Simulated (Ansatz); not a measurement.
## Ligand exchange: KH + InH2(NH2) → KNH2 + InH3

Species: KH, singlet; InH2(NH2), singlet; KNH2 `[NH2][K]`, singlet; InH3 `[InH3]`, singlet. The partners trade H for NH2: K–H and In–NH2 bonds give way to K–NH2 and In–H.

Shapes, held fixed at every level: PBE0-D4/def2-TZVP. Programs: Ansatz 0.2.0. The zero-point and thermal change to 298 K, harmonic and unscaled (PBE0-D4/def2-TZVP), is -0.3 kJ/mol.

| level | kind | ΔH(298 K) (kJ/mol) | less CCSD(T)/def2-TZVPP | CPU time (sum over the molecules) |
| --- | --- | --- | --- | --- |
| SPW92/def2-TZVPP | LDA | +3.5 | +10.1 | 5.8 s |
| PBE-D4/def2-TZVPP | GGA | -1.7 | +4.9 | 10 s |
| B3LYP-D4/def2-TZVPP | global hybrid | -4.0 | +2.6 | 15 s |
| r2SCAN0-D4/def2-TZVPP | global hybrid | -9.5 | -2.9 | 14 s |
| B2PLYP/def2-TZVPP | double hybrid | -9.2 | -2.6 | 14 s |
| MP2/def2-TZVPP | perturbation theory | -12.3 | -5.7 | – |
| CCSD(T)/def2-SVP | coupled cluster or CI | +5.5 | +12.1 | 5.7 s |
| CCSD(T)/def2-TZVPP | coupled cluster or CI | -6.6 | 0.0 | 37 s |

The highest level, CCSD(T)/def2-TZVPP, gives ΔH(298 K) = -6.6 kJ/mol; the levels span -12.3 to +5.5. They disagree on the sign: 2 of 8 are positive. The column of differences is taken from that level and isn't an error. No measured value is set beside it here. For atoms past krypton def2 sets carry core potentials with scalar relativity. Correlated rows may include outer-core shells of In, K, which these sets cover unevenly. Times are processor times on shared x86 and Arm servers, and rough.

The exchange is close to thermoneutral, with a slight preference for potassium amide and indium hydride at the highest level. Each side keeps one strongly ionic bond to potassium and one polar covalent bond to indium, so much of the bond energy cancels. Both metals gain electrostatically from binding nitrogen rather than hydrogen, and the balance rests on which gains more. The small preference probably reflects the pairing of the hard amide with K⁺, while hydride forms an effective covalent bond with the softer, less electropositive indium.

Every triple-zeta level except the LDA gives an exothermic reaction, which favours that sign without securing it. Enlarging the basis in CCSD(T) moves the enthalpy from +5.5 to -6.6 kJ/mol, probably because the smaller set describes the diffuse, anion-like charge on hydride and amide unevenly. As that shift exceeds the final value itself, the magnitude remains uncertain. Nor does the result carry over to the bulk salts, where the lattice energies of KH and KNH2 would enter the balance.
